# How many hopping integrals does a bond have? The d–d block of fcc Ni

## General statement

Take one atom per cell, orthonormal orbitals $|a,\mathbf R\rangle$ and $t_{ab}(\mathbf R)=\langle a,\mathbf 0|H|b,\mathbf R\rangle$. A point operation $g$ acts as $g|b,\mathbf R\rangle=\sum_a|a,g\mathbf R\rangle D_{ab}(g)$ and commutes with $H$. Together with hermiticity and lattice translation this gives

$$t(g\mathbf R)=D(g)\,t(\mathbf R)\,D(g)^\dagger,\qquad t(-\mathbf R)=t(\mathbf R)^\dagger .$$

Operations that carry $\mathbf R$ to another bond only generate the matrix of that bond. Constraints come from the group $G$ of operations with $g\mathbf R=\pm\mathbf R$. Its subgroup $G_0$ has $g\mathbf R=\mathbf R$. We assume a real, spin-free $H$ and real orbitals, so $t$ and $D$ are real. Then

- $g\mathbf R=\mathbf R$ demands $t=D\,t\,D^T$,
- $g\mathbf R=-\mathbf R$ demands $t=D\,t^T D^T$.

These linear maps of $t$ form a representation of $G$. The number of free integrals is the dimension of its invariant subspace, which is the group average of the trace. With $\chi=\operatorname{tr}D$, the first map has trace $\sum_{ab}D_{aa}D_{bb}=\chi(g)^2$ and the second has trace $\sum_{ab}D_{ab}D_{ba}=\chi(g^2)$, so

$$N=\frac1{|G|}\Big[\sum_{g\mathbf R=\mathbf R}\chi(g)^2+\sum_{g\mathbf R=-\mathbf R}\chi(g^2)\Big].$$

For a block between two different shells, bond reversal only relates $t_{12}$ to $t_{21}$. There $N_{12}=|G_0|^{-1}\sum_{G_0}\chi_1\chi_2$, the number of times the identity occurs in $D_1^*\otimes D_2$. For a shell with itself that simpler count is only an upper bound.

## The fcc nearest-neighbour bond

Let $\mathbf R=\tfrac a2(1,1,0)$, with bond axes $u=(x+y)/\sqrt2$, $v=(x-y)/\sqrt2$, $z$. In $O_h$, $G_0=C_{2v}$ and $G=D_{2h}$. The four reversing operations are those of $G_0$ times inversion, and each squares to the identity $E$.

| | $E$ | $C_2(u)$ | $z\to-z$ | $v\to-v$ |
|---|---|---|---|---|
| $\chi_s$ | 1 | 1 | 1 | 1 |
| $\chi_p$ | 3 | −1 | 1 | 1 |
| $\chi_d$ | 5 | 1 | 1 | 1 |

For d–d, $C_{2v}$ alone gives $(25+1+1+1)/4=7$, and the full formula gives $(28+4\cdot5)/8=6$. For p–p both give 3. Two-centre theory (Slater and Koster, 1954) treats the bond as axially symmetric and has $\min(l_1,l_2)+1$ integrals per block.

| block | s–s | s–p | p–p | s–d | p–d | d–d | all |
|---|---|---|---|---|---|---|---|
| symmetry | 1 | 1 | 3 | 2 | 4 | 6 | 17 |
| two-centre | 1 | 1 | 2 | 1 | 2 | 3 | 10 |

Choose d orbitals adapted to the bond. On a unit vector $(u,v,z)$ their angular factors are

$$f_\sigma=\tfrac12(3u^2-1),\quad f_\delta=\tfrac{\sqrt3}2(v^2-z^2),\quad f_{uv}=\sqrt3\,uv,\quad f_{uz}=\sqrt3\,uz,\quad f_{vz}=\sqrt3\,vz .$$

The two mirrors of $C_{2v}$ leave a $2\times2$ block for $(\sigma,\delta)$ and three diagonal entries, seven numbers in all. Inversion acts as $D=1$ on d orbitals, so $t=t^T$ and $t_{\sigma\delta}=t_{\delta\sigma}$. The six integrals are $t_{\sigma\sigma},t_{\sigma\delta},t_{\delta\delta},t_{uv},t_{uz},t_{vz}$. Two-centre theory sets $t=\operatorname{diag}(V_\sigma,V_\delta,V_\pi,V_\pi,V_\delta)$, which means three extra relations:

$$t_{\sigma\delta}=0,\qquad t_{uv}=t_{uz},\qquad t_{\delta\delta}=t_{vz}.$$

Test these in the bond basis. In the cubic basis $d_{xy}=\tfrac{\sqrt3}2\sigma-\tfrac12\delta$ and $d_{3z^2-r^2}=-\tfrac12\sigma-\tfrac{\sqrt3}2\delta$, and their two-centre element $-\tfrac{\sqrt3}4(V_\sigma-V_\delta)$ is already nonzero.

## Six-site model

A bond needs surroundings to lose its axial symmetry. Keep the d shells on $\mathbf 0$ and $\mathbf R$ (level at zero energy) and one s orbital (level $\varepsilon_s$) on each of the four common neighbours $\tfrac a2(1,0,\pm1)$, $\tfrac a2(0,1,\pm1)$. That makes 14 states with $D_{2h}$ symmetry. All direct hoppings are two-centre and nearest-neighbour:

- d–d: $V_\sigma,V_\pi,V_\delta$;
- s–d: $V_{sd}f_a(\hat{\mathbf n})$, with $\hat{\mathbf n}$ pointing from the d atom to the s site;
- s–s: $V_{ss}$ between the two sites of equal $z$, the only nearest-neighbour pairs among the four.

Seen from $\mathbf 0$ the s sites lie along $(u,v,z)=(\tfrac12,\pm\tfrac12,\pm\tfrac1{\sqrt2})$. Seen from $\mathbf R$ only $u$ changes sign. For both signs positive,

$$f=\Big(-\tfrac18,\,-\tfrac{\sqrt3}8,\,\tfrac{\sqrt3}4,\,\sqrt{\tfrac38},\,\sqrt{\tfrac38}\Big).$$

The four normalised s combinations are even or odd in $v$ and in $z$. Those even in $v$ have energy $\varepsilon_e=\varepsilon_s+V_{ss}$ and couple to $\sigma,\delta$ (even in $z$) or $uz$ (odd in $z$). Those odd in $v$ have $\varepsilon_o=\varepsilon_s-V_{ss}$ and couple to $uv$ or $vz$. The coupling is $2V_{sd}f_a$ from atom $\mathbf 0$ and $2V_{sd}p_af_a$ from atom $\mathbf R$, where $p_a$ is the parity under $u\to-u$ ($-1$ for $uv$ and $uz$, otherwise $+1$).

Eliminate the s states by Löwdin partitioning, $H_{\rm eff}(E)=H_{dd}+H_{ds}(E-H_{ss})^{-1}H_{sd}$, which is exact at each energy $E$. Its intersite block gains $4f_af_bp_b\lambda$ with $\lambda_{e,o}=V_{sd}^2/(E-\varepsilon_{e,o})$:

$$t_{\sigma\sigma}=V_\sigma+\tfrac1{16}\lambda_e,\quad t_{\sigma\delta}=t_{\delta\sigma}=\tfrac{\sqrt3}{16}\lambda_e,\quad t_{\delta\delta}=V_\delta+\tfrac3{16}\lambda_e,$$

$$t_{uv}=V_\pi-\tfrac34\lambda_o,\quad t_{uz}=V_\pi-\tfrac32\lambda_e,\quad t_{vz}=V_\delta+\tfrac32\lambda_o .$$

All other elements vanish. This is the symmetry-allowed form, and all three two-centre relations are broken. The on-site blocks also shift, by $4f_af_b\lambda$; in the crystal all twelve neighbours contribute and restore cubic on-site symmetry.

## The seventh number and the sixth parameter

The cluster has five effective parameters for six slots, so one accidental relation survives: $2(t_{uz}-t_{uv})+t_{\delta\delta}-t_{vz}=-15\sqrt3\,t_{\sigma\delta}$. One more kind of path removes it. The sites $\pm\tfrac a2(1,-1,0)$ are first neighbours of $\mathbf 0$ and second neighbours of $\mathbf R$. Give them s orbitals, call the second-neighbour s–d integral $V'_{sd}$, ignore their s–s hopping and set $\mu=V_{sd}V'_{sd}/(E-\varepsilon_s)$. In the $(\sigma,\delta)$ block their factors are $(-\tfrac12,\tfrac{\sqrt3}2)$ from $\mathbf 0$ and $(\tfrac14,\tfrac{\sqrt3}4)$ from $\mathbf R$. The $uv$ factors seen from $\mathbf R$ cancel between the two sites. The pair adds

$$\frac\mu4\begin{pmatrix}-1&-\sqrt3\\ \sqrt3&3\end{pmatrix}.$$

This arrangement has $C_{2v}$ symmetry only, and its antisymmetric part is the seventh number. Bond reversal supplies the partner sites $a(1,0,0)$ and $a(0,1,0)$, which add the transpose. The sum is $\mu\operatorname{diag}(-\tfrac12,\tfrac32)$. Now $t_{\sigma\delta}$ fixes $\lambda_e$, then $t_{uz}-t_{uv}$ fixes $\lambda_o$, then $t_{\delta\delta}-t_{vz}$ fixes $\mu$. Six parameters fill six slots independently, as $N=6$ allows.

## Numbers for the six-site model

Energies are in eV, $1\ \mathrm{eV}=1.602\times10^{-19}$ J. A typical lattice constant of Ni, $a=0.352$ nm, gives a bond length of 0.249 nm; the count does not depend on it. Assumed inputs, of typical size for Ni, with the d–d values chosen in the canonical ratio $-6:4:-1$ and scaled to a typical d-band width near 4 eV: $V_\sigma=-0.45$, $V_\pi=0.30$, $V_\delta=-0.075$, $V_{sd}=-0.56$, $V_{ss}=-1.0$, $\varepsilon_s=6.0$ eV. Then $\varepsilon_e=5.0$ eV and $\varepsilon_o=7.0$ eV. At $E=0$, $\lambda_e=-62.7$ meV and $\lambda_o=-44.8$ meV.

| integral | two-centre (meV) | model, $E=0$ (meV) | model ($10^{-21}$ J) |
|---|---|---|---|
| $t_{\sigma\sigma}$ | −450 | −454 | −72.7 |
| $t_{\sigma\delta}$ | 0 | −6.8 | −1.09 |
| $t_{\delta\delta}$ | −75 | −87 | −13.9 |
| $t_{uv}$ | 300 | 334 | 53.4 |
| $t_{uz}$ | 300 | 394 | 63.1 |
| $t_{vz}$ | −75 | −142 | −22.8 |

The π pair splits by 60 meV and the δ pair by 55 meV.

Freezing $E=0$ is an approximation, and the exact levels give its size. For $a=uv,uz,vz$ with direct hopping $V_a$, the combination $(|a,\mathbf 0\rangle-p_a|a,\mathbf R\rangle)/\sqrt2$ stays at $-p_aV_a$. The other one, at $p_aV_a$, couples to a single s combination of energy $\varepsilon$ with strength $2\sqrt2\,V_{sd}f_a$, and its d-like level is

$$E_a=\tfrac12(\varepsilon+p_aV_a)-\sqrt{\tfrac14(\varepsilon-p_aV_a)^2+8V_{sd}^2f_a^2}.$$

This gives $E_{uv}=-0.364$, $E_{uz}=-0.472$ and $E_{vz}=-0.206$ eV. The normalised sum and difference of the two d-like eigenstates are orthonormal, site-centred orbitals, the cluster analogue of Wannier functions. Their hopping is half the level splitting, $\tilde t_a=\tfrac12(p_aE_a+V_a)$, which equals 332, 386 and −140 meV. The π splitting becomes 54 meV instead of 60 meV. The values depend on how the orbitals are defined, while the pattern of six does not.

## What carries over to Ni

The count is exact for any real orbitals that transform as a d shell at the fcc site. The values belong to the model. In the crystal the same inputs give a nearest-neighbour s band from $\varepsilon_s+12V_{ss}=-6$ eV to $\varepsilon_s-4V_{ss}=10$ eV. It crosses the d level, so longer s paths cannot be taken as small against those kept, and the three-centre terms above indicate an order of magnitude only. If s orbitals stay in the basis, these paths leave the d–d block, and the departures from two-centre form come from the potentials of third atoms and from orthogonalisation.

Ni is ferromagnetic, with a compiled spin moment of 0.57 $\mu_B$ per atom (Ekholm 2018). A collinear mean-field Hamiltonian without spin–orbit coupling is real in each spin channel, so there are six integrals per spin and 12 in all. If $H$ is not real but keeps $O_h$, inversion makes $t$ hermitian instead of symmetric, $t_{\sigma\delta}$ may be complex, and the d–d block has 7 real parameters. The spin–orbit constant of the Ni d shell, typically about 0.1 eV, rivals the model's splittings. Added as an on-site term to an spd or d model it leaves the spin-free hoppings untouched, but hoppings extracted from a spin–orbit calculation of magnetised Ni obey only the smaller group that preserves the magnetisation.